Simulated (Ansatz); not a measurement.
**Strength of the In–O bond: In(CH3)(OH)2 → In(CH3)(OH) + OH**

Species: In(CH3)(OH)2, singlet; In(CH3)(OH), doublet; OH, doublet. 

Shapes, held fixed at every level: PBE0-D4/def2-TZVP. Flexible molecules stand in one conformer, not always the lowest. Programs: Ansatz 0.2.0. The zero-point and thermal change to 298 K, harmonic and unscaled (PBE0-D4/def2-TZVP), is -11.8 kJ/mol.

Problem. Estimate ΔH(298 K) of this reaction.

Solution. The highest level, CCSD(T)/def2-TZVPP, gives ΔH(298 K) = +364.8 kJ/mol; the levels span +216.9 to +376.2. The column of differences is taken from that level and isn't an error. Hartree–Fock misses the correlation of the pair that is broken and comes out low. No measured value is set beside it here. Open shells run unrestricted unless RO is named. For atoms past krypton def2 sets carry core potentials with scalar relativity. Correlated rows may include outer-core shells of In, which these sets cover unevenly.

| level | kind | ΔH(298 K) (kJ/mol) | less CCSD(T)/def2-TZVPP |
| --- | --- | --- | --- |
| HF/def2-SVP | Hartree–Fock | +216.9 | -147.9 |
| PBE-D4/def2-TZVPP | GGA | +361.8 | -3.0 |
| B3LYP-D4/def2-TZVPP | global hybrid | +341.4 | -23.4 |
| wB97M-V/def2-TZVPP | range-separated hybrid | +368.0 | +3.2 |
| wB97X-V/def2-TZVPP | range-separated hybrid | +372.3 | +7.5 |
| MP2/def2-SVP | perturbation theory | +376.2 | +11.4 |
| CCSD/def2-TZVPP | coupled cluster or CI | +352.6 | -12.2 |
| CCSD(T)/def2-TZVPP | coupled cluster or CI | +364.8 | 0.0 |

The In–O bond is strong towards homolysis: CCSD(T) puts its cleavage at +364.8 kJ/mol. The bond is highly polar, with much of the bonding pair on oxygen, so forming neutral OH returns electron density to indium and leaves a formally In(II) radical. That oxidation state lacks both the closed valence shell of In(III) compounds and the retained 5s pair of In(I), which probably adds to the cost.

Correlation is large because the hydroxide-like oxygen in the molecule holds a more crowded valence shell than the OH radical. In the same basis, MP2 raises the Hartree–Fock value from +216.9 to +376.2 kJ/mol. Connected triples also strengthen the bond, taking CCSD from +352.6 to +364.8 kJ/mol. Among the functionals, PBE-D4 and wB97M-V lie closest to CCSD(T), while B3LYP-D4 gives a clearly weaker bond; PBE's closeness may owe something to error cancellation. A high homolysis enthalpy doesn't imply inertness towards hydrolysis or ligand exchange, which can proceed without forming radicals.
